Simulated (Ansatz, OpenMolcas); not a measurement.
# How methods differ on B2 (SMILES B#B)

B2: 2 atoms, total charge 0, spin state triplet. SMILES: `B#B`. The coordinates come from a GFN2-xTB relaxation.

```xyz
2

B     0.0000    0.0000    0.0000
B     0.0000    0.0000    1.4051
```

Quantity: the energy change with the B1–B2 bond stretched from 1.405 to 1.756 Å, in eV. The values are calculated.

```csv
level,kind,program,value (eV),less FCI/3-21G,CPU time (all runs)
U-r2SCAN/3-21G,meta-GGA,Ansatz,-0.29,+0.32,29 s
UB3LYP/3-21G,global hybrid,Ansatz,-0.28,+0.33,17 s
UPBE0/3-21G,global hybrid,Ansatz,-0.22,+0.39,11 s
U-wB97M-V/3-21G,range-separated hybrid,Ansatz,-0.38,+0.23,2 min
UB2PLYP/3-21G,double hybrid,Ansatz,-0.23,+0.38,12 s
"CASSCF(6,8)/3-21G",multireference,OpenMolcas,-0.69,-0.08,4.7 s
UCCSD(T)/3-21G,coupled cluster or CI,Ansatz,-0.39,+0.22,1.9 s
FCI/3-21G,exact in the basis,OpenMolcas,-0.61,0.00,16 s
```

FCI/3-21G is exact within its basis and frozen core, so for wave-function methods in that basis the difference is their error; functionals converge differently with the basis, so for them it is only a difference. The first shape isn't each level's own minimum. The values span -0.69 to -0.22 eV. Spin contamination of the reference (⟨S²⟩ at least 0.1 too high) touches U-r2SCAN/3-21G, UB3LYP/3-21G, UPBE0/3-21G, U-wB97M-V/3-21G, UB2PLYP/3-21G, UCCSD(T)/3-21G. All rows use very small basis sets, so none should be taken for the real molecule's value. Times are those of the runs behind each value, whatever else they computed, on shared processors of several kinds: orders of magnitude only.

Every level lowers the energy on stretching, so the starting bond lies on the repulsive side of the triplet well. This fits the known electronic structure of B2: two unpaired electrons in the bonding π orbitals give a formal bond order near one, not the triple bond of the SMILES, and the true bond is longer than the starting one. The gain is therefore relief of compression, not a sign that the molecule is unbound.

The size of the gain depends on correlation. Boron's close-lying 2s and 2p levels mix configurations that move electron pairs from the antibonding 2s combination into bonding orbitals. CASSCF treats this mixing directly and comes within 0.08 eV of FCI, slightly overshooting; correlation outside its active space thus favours the shorter bond. UCCSD(T) recovers only -0.39 of -0.61 eV, which suggests that its single reference describes the two geometries unevenly. The functionals also give a smaller gain than FCI/3-21G, with no simple ordering by type, though for them this is only a difference and not a measured error. Two points fix neither the equilibrium length nor the force constant.
